The Hartree–Fock row looks wrong. It binds an extra electron to bent WS₂ by 2.772 eV, more than any other level, and 0.904 eV more than CCSD(T) in the same basis. For ordinary closed-shell molecules the order is usually the reverse: an added electron forms new pairs with the electrons already present, so correlation favours the anion and HF underbinds. Here both coupled-cluster rows and all three functionals lie below HF, and part of the cause probably lies in the unequal treatment of the two HF determinants, on which the coupled-cluster rows are also built.

Vertical electron affinity of bent WS₂ from Hartree–Fock, density functionals and coupled cluster in the def2-TZVPD basis, computed with Ansatz 0.2.0; the GFN-xTB gaps quoted in the text are from tblite 0.8.0. The neutral (charge 0, singlet) and the anion (charge −1, doublet) share one fixed PBE-D4/def2-TZVP geometry.

| result level | result electron affinity (eV) |
| --- | --- |
| HF/def2-TZVPD | 2.772 |
| PBE-D4/def2-TZVPD | 2.063 |
| r2SCAN-D4/def2-TZVPD | 2.481 |
| PBE0-D4/def2-TZVPD | 2.370 |
| CCSD/def2-TZVPD | 2.148 |
| CCSD(T)/def2-TZVPD | 1.868 |

The result level names the method and basis, with D4 marking a dispersion correction. The result electron affinity is E(neutral) − E(anion) at one fixed geometry, so a positive value means that the electron is bound. The molecule is a bent S–W–S unit with an angle of 107° and no S–S bond. No model is fitted to any row; the differences, counts and the one estimate used below are printed in the output after the text.

### The HF row

Counting the occupied orbitals of the HF determinants by symmetry suggests where the fragile electrons are. After the sulfur cores, the tungsten 5s5p shell and filled sulfur 3s3p shells are assigned, the neutral has one doubly occupied a₁ orbital left over, and the anion adds one α electron in b₁. The counts are results of the run; reading the a₁ pair as a formal W(IV) d² configuration is the standard ionic argument, and the count cannot tell tungsten 5d from 6s, which is also a₁. With only two ligands, several d orbitals stay close in energy, and pairing two electrons in one of them costs repulsion and forfeits exchange. Two tight-binding calculations on the same geometry, GFN1-xTB and GFN2-xTB, give gaps of only 0.15 and 0.16 eV in the neutral, which supports near-degeneracy at that level only.

The neutral was computed as a restricted determinant, with α and β electrons forced into the same orbitals and ⟨S²⟩ = 0. Its stability test shows a saddle point towards broken spin symmetry: letting α and β orbitals differ lowers the energy. The anion was computed unrestricted, and it used that freedom, for its ⟨S²⟩ is 1.619 where a pure doublet has 0.750. The HF affinity is therefore a difference between a constrained energy and a relaxed one.

The size of ⟨S²⟩ can be turned into a picture without any parameter. For an unrestricted determinant, ⟨S²⟩ = S_z(S_z + 1) + N_β − Σ|⟨α|β⟩|², where S_z is the spin projection, N_β the number of β electrons, and the sum runs over overlaps between occupied α and β orbitals. A pair with identical orbitals contributes overlap one and cancels its share of N_β. If a single pair has come apart, with overlap s, the excess over the doublet value is 1 − s². The excess is 1.619 − 0.750 = 0.869, so s = √(1 − 0.869) = 0.36.

The same excess gives the admixture of quartet. A quartet has ⟨S²⟩ three units above a doublet, so a quartet weight w adds 3w, and w = 0.869/3 = 0.29. A completely separated pair would give 0.33, so on this reading the anion is close to three electrons in three different orbitals, two with spin up and one with spin down. That the broken pair is the a₁ pair on tungsten is a guess, made plausible because two 5d orbitals and the 6s orbital share a₁ symmetry in a bent molecule. The estimate fails if the excess is spread over several W–S bonding pairs, since ⟨S²⟩ records only the sum.

The direction of the resulting bias follows from the variational principle. An unrestricted neutral lies below the restricted saddle point, the anion energy stays as it is, and so the like-for-like HF affinity is smaller than the tabulated one. The sign is certain for the anion solution found here, which may not be the lowest of its spin; the size is untested. Where the restricted neutral is stable and the anion stays near the doublet value of ⟨S²⟩, this bias is absent by the same argument. The instability also signals a low-lying triplet at the HF level, so the whole column refers to a singlet that is not established as the ground state.

### The three functionals

PBE, r2SCAN and PBE0 span 0.418 eV, far beyond the 0.001 eV to which a difference is rounded, and they are not ordered by rung. The meta-GGA r2SCAN is the highest of the three, 0.111 eV above the hybrid PBE0. PBE0 lies 0.307 eV above PBE, in the direction of HF. Exact exchange rewards spin polarisation, which an unrestricted anion can exploit and a restricted neutral cannot, so the HF imbalance may return in diluted form; this is a guess, and a change of electronic state between functionals would look the same in the column. It does not account for r2SCAN, which contains no exact exchange and still lies above PBE0.

The warnings of the runs are pooled over the rows, and they include a restricted singlet left untested, spin contamination, and a highest occupied level above zero. The last is the standard sign of self-interaction in an anion treated with an approximate functional. PBE falls between CCSD and CCSD(T), 0.195 eV above the latter. That closeness ranks nothing, because the coupled-cluster values are themselves unsettled.

### CCSD and CCSD(T)

Correlation adds to the HF value: EA = EA(HF) + E_c(neutral) − E_c(anion), with E_c the negative correlation energy. At CCSD(T) the neutral has −21.305 eV and the anion −20.401 eV, and their difference is the whole drop from HF. The species with one electron fewer thus gains more from correlation. This reversal is read directly from the energies. It is a warning sign and not a proof of failure, since it can have more than one origin.

Theory offers two contributions that add. A restricted determinant at a saddle point leaves the separation of its fragile pair to the correlation treatment, whereas the unrestricted anion has booked that gain in its reference energy, so part of the drop only repairs the imbalance. In addition, an electron placed in a low empty orbital blocks excitations into it, which by itself reduces the correlation energy of the anion even with sound references, while the new electron pairs work the other way. How the drop divides between the two is untested.

The sequence of levels shows that the correlation series has not settled. MP2 from the same runs gives 1.669 eV, CCSD returns to 2.148 eV, and the perturbative triples take it down again to 1.868 eV. The triples step is 0.45 of the step from HF to CCSD. A correction meant to be a small refinement is here nearly half as large as the whole step from HF to CCSD. The values zigzag with shrinking steps, 1.103, 0.479 and 0.280 eV, but the last of them is still too large to call the series settled.

The triples are also where the two species differ most in relative terms. Their CCSD correlation energies differ by 3.2 % of their mean size, their triples energies by 19.5 %. The (T) term is a perturbation formula with orbital-energy differences in the denominator, evaluated with the CCSD amplitudes. Small gaps and large amplitudes inflate it, which is the known route by which it overshoots for a near-degenerate restricted reference. The numbers show that it is larger for the neutral, but only theory suggests that it may be too large.

The T1 diagnostic, the scaled norm of the single-excitation amplitudes, measures how far CCSD has to rotate the reference orbitals. It is 0.067 for the neutral, above the rough, recalled warning level of about 0.05 for transition-metal compounds. The anion has 0.042, but on an unrestricted reference that has already absorbed part of the problem as spin contamination, so the lower figure is no sign of better quality. Spin-orbit coupling, which mixes spin states on tungsten, is absent from every row, and the W 5s5p shell is correlated without core-valence functions. CCSD(T) is therefore one more level in this basis, and distances from it are differences between methods, not errors.

The analysis program printed:

```
geometry: W-S 2.11, 2.10 A; S..S 3.39 A; angle 107 deg
rounding: 0.0005 eV per table value, 0.001 eV per difference
level: EA, EA - CCSD(T), EA - CCSD (eV), % above CCSD(T)
  CCSD(T)    1.868 +0.000 -0.280   0.0 %
  PBE-D4     2.063 +0.195 -0.085  10.4 %
  CCSD       2.148 +0.280 +0.000  15.0 %
  PBE0-D4    2.370 +0.502 +0.222  26.9 %
  r2SCAN-D4  2.481 +0.613 +0.333  32.8 %
  HF         2.772 +0.904 +0.624  48.4 %
spread, all levels 0.904 eV; three functionals 0.418 eV
PBE0 - PBE +0.307 eV; r2SCAN - PBE +0.418 eV; r2SCAN - PBE0 +0.111 eV
EA from raw energies: HF 2.772, CCSD(T) 1.868 eV
series: HF 2.772, MP2 1.669 (from outputs), CCSD 2.148, CCSD(T) 1.868 eV
steps: HF->MP2 -1.103, MP2->CCSD +0.479, CCSD->CCSD(T) -0.280 eV
HF->CCSD -0.624 eV; HF->CCSD(T) -0.904 eV; triples step / CCSD step 0.45
triples step is 15 % of the CCSD(T) affinity; range MP2 to CCSD 0.479 eV
correlation energy (eV): neutral, anion, neutral - anion
  MP2 same spin              -6.198   -5.933 -0.265
  MP2 opposite spin         -14.161  -13.323 -0.838
  MP2 total                 -20.359  -19.256 -1.103
  CCSD (neutral derived)    -19.727  -19.104 -0.624
  triples (derived)          -1.578   -1.297 -0.280
  CCSD(T) total             -21.305  -20.401 -0.904
opposite-spin share of the MP2 shift 76 %
correlated electrons 26, 27; correlation per electron -0.819, -0.756 eV
triples share of correlation: neutral 7.4 %, anion 6.4 %
neutral-anion difference / mean size: CCSD 3.2 %, triples 19.5 %
T1: neutral 0.067 (RHF), anion 0.042 (UHF), ratio 1.59
anion S^2 1.619, pure doublet 0.750, excess 0.869; one fully broken pair gives 1.750
one-pair estimate: alpha-beta overlap 0.36; quartet weight 0.29 (fully broken 0.33)
orbitals a1 a2 b1 b2: neutral [10, 2, 3, 8], S cores + W 5s5p + S 3s3p [9, 2, 3, 8]
left over: neutral [1, 0, 0, 0], anion alpha [1, 0, 1, 0], anion beta [1, 0, 0, 0]
GFN1-xTB: neutral gap 0.146 eV = 5.6 kT at 300 K; raw EA 6.09 eV (shifted scale)
GFN2-xTB: neutral gap 0.164 eV = 6.3 kT at 300 K; raw EA 7.67 eV (shifted scale)
```
